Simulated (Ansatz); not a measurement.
# Forces in a 58SiO2-42ZnO glass cell under semilocal and hybrid functionals, measured against PBE

Zinc silicate glasses are used as hosts for light-emitting ions, and modelling them calls for reliable forces, to relax the network around an ion, and for a reasonable gap. Hybrid functionals are costly in a disordered cell, so it matters which results they change and by how much. We take one cell of 67 atoms, keep the atoms fixed and change the functional. Force differences are r.m.s. values per component, measured from the PBE run; they are distances from PBE and not errors against experiment. The gap is the Kohn-Sham gap at Γ. The cell was made with a classical potential and not relaxed with DFT, so its forces are large, 1.39 eV/Å r.m.s. in PBE.

## Calculations

One cell of 67 atoms: 67 atoms (15 Si, 11 Zn, 41 O) placed at random at 3.12 g/cm³, melted at 4000 K for 10 ps at fixed volume with the Morse and Coulomb pair potential with partial charges (Pedone, Malavasi, Menziani, Cormack and Segre, J. Phys. Chem. B 110, 11780 (2006)). Quenched from 4000 K to 300 K at 500 K/ps and fixed volume, held 10 ps at zero pressure. Every run is a single point on the same atoms. Reference: Ansatz 0.2.0: Kohn-Sham DFT with PBE, PAW potentials, plane waves to 420 eV, k-points Γ alone, fixed occupations, no spin polarisation, no spin-orbit coupling. Its r.m.s. force component is 1.39 eV/Å. Each other row changes what its name says and holds the rest. Hardware: 4 threads of AMD EPYC 7B13 (Zen 3).

- kind: kind of change.
- force difference (meV/Å): r.m.s. difference of force components from the reference run.
- pressure (GPa): pressure, a third of the trace of the stress, positive under compression, without a kinetic term.
- gap (eV): Kohn-Sham gap: lowest empty less highest filled level over the k-points of the run.
- SCF time (s): wall time of the SCF cycles, summed as logged.

Input lines of one member:

```
kpoints:
  mp_grid: { grid: [1, 1, 1] }
hamiltonian:
  xc: pbe
scf:
  occupations: { method: fixed }
```

Command (options for logging and memory left out): `ansatz run input.yaml --threads 4 --backend cpu`

## Results

| member | kind | force difference (meV/Å) | pressure (GPa) | gap (eV) | SCF time (s) |
| --- | --- | --- | --- | --- | --- |
| reference (PBE) | reference | – | 4.551 | 2.331 | 9 |
| PBE0 | model | 174.902 | 0.082 | 4.821 | 120 |
| LDA | model | ? | ? | ? | 8.8 |
| HSE06 | model | ? | ? | ? | 140 |
| r2SCAN at 500 eV | model | 117.468 | −0.255 | 2.830 | 23 |
| B3LYP | model | 177.575 | 2.107 | 4.318 | 120 |
| PBEsol | model | 69.078 | 1.184 | 2.283 | 9.7 |

Cells marked ? are withheld until the estimate has been made.

## Reading the trend

The two hybrids move the forces most: 177.575 meV/Å for B3LYP and 174.902 for PBE0, about 13% of the r.m.s. force in PBE. r2SCAN follows with 117.468 and PBEsol with 69.078. Each hybrid takes about 13 times the SCF time of PBE (120 / 9 = 13), whereas PBEsol costs about the same as PBE. The r2SCAN run takes 23 / 9 = 2.6 times as long, but it also has a higher cutoff, which alone raises the number of plane waves by (500 / 420)^1.5 = 1.3. Its force difference therefore contains a basis-set part, probably the smaller one, and so does its pressure.

The gap separates the functionals more sharply. PBE0 opens it by 4.821 − 2.331 = 2.490 eV and B3LYP by 4.318 − 2.331 = 1.987 eV, against 0.499 eV for r2SCAN and −0.048 eV for PBEsol. Exact exchange removes part of the self-interaction, which lowers the filled oxygen states relative to the empty ones. The ratio of the two hybrid shifts, 1.987 / 2.490 = 0.80, matches the ratio of their exact-exchange fractions, 20% to 25%.

The forces do not follow that ratio: B3LYP moves them as far as PBE0 does. A likely reason is that B3LYP also replaces the semilocal exchange and correlation of PBE, which matters for bond forces even where it matters little for the gap.

Pressure gives a different order again. All four functionals lower it from the 4.551 GPa of PBE, as expected if they favour shorter bonds and a denser glass. PBEsol lowers it by 3.367 GPa and B3LYP by only 2.444 GPa, although B3LYP changes the forces far more. The hybrid pressures are the less certain ones, because their convergence thresholds were loose for a stress. For density, then, PBEsol already makes a large change at almost no extra cost; for the gap, a hybrid is what makes the difference.

## Prediction

Plain estimates from the members shown:

- HSE06, mean of the 4 members shown: 134.756 meV/Å, standard deviation 45
- LDA, mean of the 4 members shown: 134.756 meV/Å, standard deviation 45

The mean of the four members mixes hybrids with semilocal functionals, so we start each estimate from the nearest relative.

HSE06 is PBE0 without exact exchange at long range. The removed part of the interaction, erf(ωr)/r, is smooth, and its share of the pair force tends to 4(ωr)³/(3√π), or about 0.75(ωr)³, for small ωr. With ω roughly 0.2 per Å and a cation–oxygen distance of roughly 1.8 Å, this is 0.75 × 0.36³ = 0.035. Reducing the PBE0 value by that share gives 174.902 × (1 − 0.035) = 169 meV/Å. If oxygen–oxygen distances, roughly 2.6 Å, set the share instead, it would be 0.105 and the result 157. We take the gap between the two, 12 meV/Å, as the error.

LDA lies beyond PBEsol on the path that weakens the gradient correction of PBE. The gradient coefficient of exchange is roughly 0.22 in PBE, 0.12 in PBEsol and zero in LDA. If the forces change in proportion, the PBEsol difference grows by 0.22 / (0.22 − 0.12) = 2.2, which gives 69.078 × 2.2 = 152 meV/Å. The correlation part changes too and partly opposes exchange, so the scaling is rough, and no other shown member lies on this path to try it on. LDA should hardly lie closer to PBE than PBEsol does; placing that floor two standard deviations down gives (152 − 69) / 2 = 42, or about 40 meV/Å.

**Committed estimate, HSE06: force difference = 169 ± 12 meV/Å.**  
**Committed estimate, LDA: force difference = 150 ± 40 meV/Å.**

## Check

| member | kind | force difference (meV/Å) | pressure (GPa) | gap (eV) | SCF time (s) |
| --- | --- | --- | --- | --- | --- |
| LDA | model | 156.929 | −3.095 | 2.215 | 8.8 |
| HSE06 | model | 173.299 | 0.215 | 4.059 | 140 |

| member | estimate | force difference (meV/Å) | computed | estimate − computed | miss in error bars |
| --- | --- | --- | --- | --- | --- |
| HSE06 | committed | 169.000 | 173.299 | −4.299 | 0.4 |
| HSE06 | mean | 134.756 | 173.299 | −38.543 |  |
| LDA | committed | 150.000 | 156.929 | −6.929 | 0.2 |
| LDA | mean | 134.756 | 156.929 | −22.173 |  |

Both estimates fell inside their error bars and beat the mean of the four members: HSE06 came out 4.299 meV/Å above its estimate and LDA 6.929 above.

For HSE06 the choice of PBE0 as starting point held, but the correction was too large. We took off 3.5%, and the computed values differ by 1.603 meV/Å, or 0.9%. PBE0 left uncorrected would have done better. HSE06 puts PBE exchange in place of the long-range exact exchange, so the share of a bare pair force was too crude a measure.

The gap does respond to the long-range part: it is 4.821 − 4.059 = 0.762 eV smaller in HSE06. For a compact filled level and an exact-exchange fraction α, the expected shift is αe²·2ω/√π, roughly 0.25 × 14 × 2 × 0.2 / 1.8 = 0.8 eV with e² in eV·Å and ω per Å. Such a shift depends little on where the atoms sit, which would explain why the forces hardly notice it.

For LDA, scaling with the gradient coefficient held: the force difference is 156.929 / 69.078 = 2.27 times that of PBEsol, against the 2.2 assumed. The pressure drop from PBE grows by the same factor, 7.646 / 3.367 = 2.27, which supports weakened gradient corrections as the common cause.

## Outliers

PBEsol stands apart in the forces, at less than half the mean of the six functionals. It keeps the form of PBE and only weakens its gradient terms, so a small difference is expected.

In pressure the extreme is LDA, at −3.095 GPa. Without gradient corrections it favours shorter bonds, and at this volume the cell would tend to contract.

B3LYP is the odd one when the two columns are read together: it has the largest force difference but the smallest pressure drop. If the drop followed the exact-exchange fraction, PBE0 would suggest 0.8 × 4.469 = 3.575 GPa, whereas B3LYP shows 2.444. Its semilocal exchange has a stronger gradient correction than that of PBE, which tends to lengthen bonds and raise the pressure, so the sign fits. The loose thresholds of the hybrid runs may account for part of the 1.1 GPa.

## Cost

The three hybrids take 13 to 16 times the SCF time of PBE and widen the gap by 1.728 to 2.490 eV. That widening is the clearest return on the extra time, since a large change in the forces can be had without a hybrid: LDA reaches 156.929 / 177.575 = 88% of the B3LYP force difference in about the time of a PBE run. A large change is not an improvement in itself, however, and LDA is known for binding too strongly. r2SCAN lies between the two groups in both time and gap, with part of its time due to the higher cutoff.

## Rules of thumb and their limits

For this cell, the three hybrids with 20 to 25% exact exchange lie within 4.3 meV/Å of one another in their distance from PBE. A similar hybrid can be estimated from them far better than from the mean of all functionals, around which the standard deviation is about 40 meV/Å. Equal distances from PBE do not mean equal forces, though. The gradient scaling rests on the single pair PBEsol and LDA. All runs also share one PAW set generated with PBE, which adds an error of its own under the other functionals.

In practice, a force change of 0.17 eV/Å taken up by one bond would shift a stiff Si–O bond by roughly 0.17 / 35 = 0.005 Å and a softer Zn–O bond by roughly 0.17 / 8 = 0.02 Å, where the divisors are assumed rough force constants in eV/Å². Forces from different functionals should therefore not be mixed in one training set for an interatomic potential.

Relaxation is the larger omission. The PBE forces of 1.39 eV/Å are about eight times the largest difference between functionals, and relieving strained bonds would probably widen the gap.

[Logs are printed without paths, hosts, clocks, repeated set-up lines and the standing remarks that a program may print on its own settings, such as how far it seeks lower states.]

[On method and selection: Runs that did not converge, have known faults or may not be shown are not listed, and runs on Ansatz's PAW sets soft_1 and soft_2 are kept to separate tables.]
